Question: I want to understand the bands of TiAl from its levels at seven k points, calculated with PBE and without spin polarisation. The alloy is a stack of alternating Ti and Al layers along the cell edge c.

Levels of TiAl (P4/mmm) at points of the k mesh, relative to the Fermi energy, from JDFTx 1.7.0 (patched build) with PBE, without spin polarisation or spin-orbit coupling. The calculation used PseudoDojo SR PBE 0.5 standard pseudopotentials, a wave cutoff of 1142.88 eV, a 9x9x7 k mesh and Fermi-Dirac occupations with a smearing width of 0.05 eV.

```
point a (reciprocal cell vector)  point b (reciprocal cell vector)  point c (reciprocal cell vector)  level under 4 (eV)  level under 3 (eV)  level under 2 (eV)  level under 1 (eV)  level over 1 (eV)  level over 2 (eV)
                          0.0000                            0.0000                            0.0000               -9.01              -1.834              -0.830              -0.308              2.127              2.127
                          0.0000                            0.0000                            0.1429              -32.61              -8.823              -2.595              -0.799              0.038              2.051
                          0.0000                            0.0000                            0.2857              -32.61              -8.303              -3.928              -0.726              0.432              1.893
                          0.0000                            0.0000                            0.4286              -32.61              -7.663              -5.048              -0.665              0.648              1.776
                          0.0000                            0.4444                            0.0000               -5.42              -3.642              -1.631              -0.289              1.743              2.467
                          0.2222                            0.2222                            0.0000               -7.16              -0.902              -0.878              -0.287              1.082              1.735
                          0.4444                            0.4444                            0.0000               -1.40              -0.469              -0.276              -0.133              0.475              4.000
```

As I read it, point a, b and c give the wave vector k as fractions of the three reciprocal cell vectors. Point 1 is Γ, where k is zero. Points 2 to 4 walk from there towards Z, the middle of the zone face along c. Point 5 is close to X, point 6 lies nearly halfway to M, and point 7 is close to M. "Level under 1" is the nearest level below the Fermi energy, "level over 1" the nearest above. My questions:

1. From point 1 to point 2, level under 4 drops from -9.01 to -32.61 eV. Which band does that?
2. Points 4 and 5 have almost the same fraction. Why is the lowest valence level so much higher at point 5?
3. Does any band really fall on the way from Γ to Z, and why?
4. What would change if the Ti and Al layers were made of the same element?
5. Why does one level hardly move at all along that line?
6. At Γ there are more than 2 eV between the last level below the Fermi energy and the first above. Is that a band gap?
7. Which digits can I trust, and what would a smaller smearing change?

Answer: One idea carries most of this. A level changes with k to the extent that its electron can pass from atom to atom, so the movement of a level tells how freely that electron travels.

1. No band does that. The columns count levels from the Fermi energy, and a column is therefore not a band. At point 1 four valence levels lie below the Fermi energy. By point 2 the highest of them has gone from -0.308 to 0.038 eV and has moved into the "over" columns. The fourth place below is then taken by the next level down, which belongs to the 3p shell of Ti.

To follow bands along points 1 to 4, number the valence levels from the bottom. The first is level under 4 at point 1 and level under 3 at points 2 to 4, and the others shift in the same way. The lowest level then rises smoothly from -9.01 to -7.66 eV. The 3p level stays at -32.61 eV at all three points where it appears, as expected for a tightly held shell whose orbitals barely reach the next Ti layer, 4.059 Å away along c. These points test only that direction; within the layer, where Ti atoms are 2.837 Å apart, the 3p levels are expected to spread more.

2. The lowest valence level is the opposite extreme. Its electron, presumably built mainly from the outer s and p orbitals of both metals, is spread through the crystal and behaves almost as if it were free. The energy of a free electron grows with the square of its wave vector:

E = E₀ + (ħ²/2m) k²

Here m is the bare electron mass, and ħ²/2m is 3.81 eV Å². E₀ is the lowest valence level at Γ, -9.01 eV, so point 1 is matched by construction and the other points test the formula. The fraction in the table has to be turned into a true wave vector by means of the cell edge, which is 2.837 Å in the layer. For point 5:

k = 0.4444 × 2π / 2.837 Å = 0.984 Å⁻¹
E = -9.01 + 3.81 × 0.984² = -5.32 eV

The calculation has -5.42 eV. At point 4 the fraction is nearly the same, but the edge c is longer, 4.059 Å, and k is only 0.663 Å⁻¹. Its square is less than half as large, and the level rises by 1.35 eV instead of 3.59 eV. The same reasoning serves for any free-electron-like band: the longer the cell edge, the smaller the rise across the zone in that direction.

The formula holds to about 0.1 eV at points 2, 3, 5 and 6. At point 4 it lies 0.33 eV too high, probably for a reason that comes up under question 4. Point 7 is no fair test. The table lists only four levels below the Fermi energy, so deeper valence levels may be missing there, and -1.40 eV need not be the lowest. Besides, near M four waves of comparable energy meet, and a single parabola can no longer be expected to describe the lowest level.

3. Yes. The fifth valence level drifts down a little, from 2.127 to 1.776 eV, and the second falls by 3.2 eV between points 1 and 4. Away from Γ the second level behaves roughly like the same kind of travelling electron, seen from the other side. In a crystal, a wave vector is defined only up to a whole reciprocal cell vector. The wave with k - 2π/c therefore appears at the same place in the zone as the wave with k. As k grows from zero towards Z, the wave vector of this partner becomes shorter, and its kinetic energy drops.

The free-electron picture gets the direction right but not the size. It would have the second level fall from 0.1 to -6.0 eV, about twice the calculated drop. At Γ the calculated level lies almost 2 eV below the free-electron value. Mixing with the d orbitals of Ti, whose levels lie in this energy range, is one likely reason. Another may be that the waves with k - 2π/c and k + 2π/c have the same energy at Γ, so that they can mix with each other and split. The formula is thus good for the bottom of the valence band and only a sketch higher up.

4. The rising first level and the falling second level would meet exactly at Z. A single row of atoms shows why. At Z the two waves, running in opposite directions, combine into two standing waves. One is strongest at the first, third and fifth atom and vanishes on those between; the other does the reverse. If all atoms are alike, the two standing waves have the same energy. If two kinds of atom alternate, one wave sits on one element and the other wave on the other, and their energies differ.

The row stands for motion along c only, but the symmetry argument carries over to the crystal. With one element on both sites, neighbouring layers would be equivalent and the true repeat unit would be half as large. In TiAl the two levels are free to stay apart. At point 4, just before Z, they are 2.6 eV apart, against 1.3 eV for free electrons. The first level lies below its parabola and the second above, as happens when two levels repel each other. Repulsion between these two alone would shift both by the same amount, however, and the second is shifted about three times as far, so something else acts on them too.

How far apart they stay is another matter, and point 5 is a useful warning. Planes of Ti and Al also alternate along the edges within the layer, so a similar widening might be looked for near X. For free electrons the separation at point 5 would be

3.81 × (2π / 2.837)² × (0.5556² - 0.4444²) = 2.08 eV

while the calculated one is -3.642 + 5.42 = 1.78 eV, which is smaller. Symmetry thus tells where levels must meet in the one-element crystal. It does not fix the size of the separation in the alloy, which depends on direction and on what else mixes in.

5. That is the third level, which moves by only 0.17 eV between points 1 and 4, while the second moves by 3.2 eV. Its electron evidently travels poorly from layer to layer. A d orbital of Ti with its lobes in the plane of the layer could behave in this way. Each Ti atom has four Ti neighbours at 2.837 Å within its own layer and eight Al neighbours at nearly the same distance in the layers above and below. The next Ti layer is a full 4.059 Å away, with Al in between.

Symmetry helps to keep such a level flat. When the crystal is turned by 90° about c, an orbital with four lobes in the plane changes sign, whereas the travelling s-like wave along c does not. The two therefore cannot mix on the line from Γ to Z. That this particular level is such an orbital is an inference from its flatness, since energies alone do not show the shape of an orbital.

6. No. It is a separation at one point of the zone, and a band gap must hold at every point. The fourth valence level settles the matter: it lies below the Fermi energy at point 1 and above it at points 3 and 4, so it crosses in between. A band that crosses the Fermi energy makes a metal.

Counting electrons gives the same answer. Of the 15 electrons in the calculation, 8 fill the 3s and 3p shells of Ti, which leaves 7 for the valence levels. Each level holds two, so on average 3.5 levels are filled at each k point. Without spin polarisation no set of completely filled bands can give half a level. Some regions of the zone must hold four filled levels or more and others three or fewer, with the Fermi surface between them.

For the same reason, the distance between the highest level below the Fermi energy in the whole table, -0.133 eV at point 7, and the lowest above, 0.038 eV at point 2, is no small gap either. It only reflects how coarsely seven points sample bands that cross.

7. Trust differences between levels more than their distance from zero. The zero is the Fermi energy, which is itself found from a finite k mesh and a smeared occupation. If it shifts by a few hundredths of an eV, every level in the table shifts with it, but a rise of 3.59 eV from one point to another stays as it is. The third decimal is useful for comparing levels within this run, not as a statement about the alloy. Level under 4 is listed to two decimals only, so a rise such as 3.59 eV is known to about 0.01 eV even within the run. The position of d levels relative to s and p levels also depends on the density functional, and by more than the last digits.

The level at 0.038 eV at point 2 shows where this matters. The smearing width is 0.05 eV, which is larger than the distance to the Fermi energy. The Fermi-Dirac formula then gives an occupation of

1 / (exp(0.038 / 0.05) + 1) = 0.32

The level is about one third full, although it stands in an "over" column. With a width of 0.01 eV and the same Fermi energy, its occupation would be only about 0.02. A slight shift of the Fermi energy could put it in an "under" column instead, and the columns of that row would then be renumbered once more. That the band crosses between Γ and Z is safe, because the same level stands at 0.648 eV by point 4; the exact place of the crossing is not.
